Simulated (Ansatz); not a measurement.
CClF2 (chlorodifluoromethyl radical): methods side by side

CClF2 has 4 atoms, charge 0, and is taken as a doublet. SMILES: `F[C](F)Cl`. The coordinates come from a PBE0-D4/def2-TZVP relaxation.

```xyz
4

F     0.0262    0.1693    1.2946
C    -0.2306   -0.1902    0.0564
F     0.5730   -1.1607   -0.3186
Cl   -0.3130    1.1212   -1.0527
```

Quantity: the energy change with the C2–Cl4 bond stretched from 1.719 to 3.439 Å, in eV. The values are calculated.

```tsv
level	kind	program	value (eV)	less FCI/STO-3G	CPU time (all runs)
UHF/STO-3G	Hartree–Fock	Ansatz	1.84	+0.28	0.62 s
UPBE/STO-3G	GGA	Ansatz	1.85	+0.29	5.2 s
U-r2SCAN/STO-3G	meta-GGA	Ansatz	1.99	+0.43	13 s
U-r2SCAN0/STO-3G	hybrid meta-GGA	Ansatz	2.35	+0.79	12 s
UB3LYP/STO-3G	global hybrid	Ansatz	1.93	+0.37	4.3 s
U-wB97X/STO-3G	range-separated hybrid	Ansatz	2.23	+0.67	25 s
UHSE06/STO-3G	range-separated hybrid	Ansatz	2.28	+0.72	5.3 s
UMP2/STO-3G	perturbation theory	Ansatz	1.79	+0.23	1 s
FCI/STO-3G	exact in the basis	Ansatz	1.56	0.00	20 s
```

FCI/STO-3G is exact within its basis and frozen core, so for wave-function methods in that basis the difference is their error; functionals converge differently with the basis, so for them it is only a difference. The first shape isn't each level's own minimum. The values span 1.56 to 2.35 eV. Spin contamination of the reference (⟨S²⟩ at least 0.1 too high) touches UHF/STO-3G, UMP2/STO-3G. All rows use very small basis sets, so even the best lies far from the true value. Times are those of the runs behind each value, whatever else they computed, on shared processors of several kinds: orders of magnitude only.

Stretching the C–Cl bond costs 1.56 eV at the FCI level, and every approximate method gives a larger value. The cost is modest for a carbon–chlorine bond because the departing chlorine atom leaves difluorocarbene, whose ground state is a closed-shell singlet. As the bond opens, the radical electron and the carbon electron from the broken bond can pair in a carbon lone pair of high s character, while fluorine lone pairs donate into the vacant p orbital. This pairing repays part of the cost of breaking the σ bond, an offset unavailable when a saturated chlorofluorocarbon loses chlorine.

Among the functionals, the hybrids related to PBE and r2SCAN lie well above their parents, at 2.28 against 1.85 eV and 2.35 against 1.99 eV, probably because exact exchange penalises the stretched, partly delocalised electron distribution more strongly. The exchange fraction alone doesn't order the table, however, since UB3LYP falls below U-r2SCAN. Two points on the curve don't show whether it has levelled off, so these energies can't be equated with bond dissociation energies.
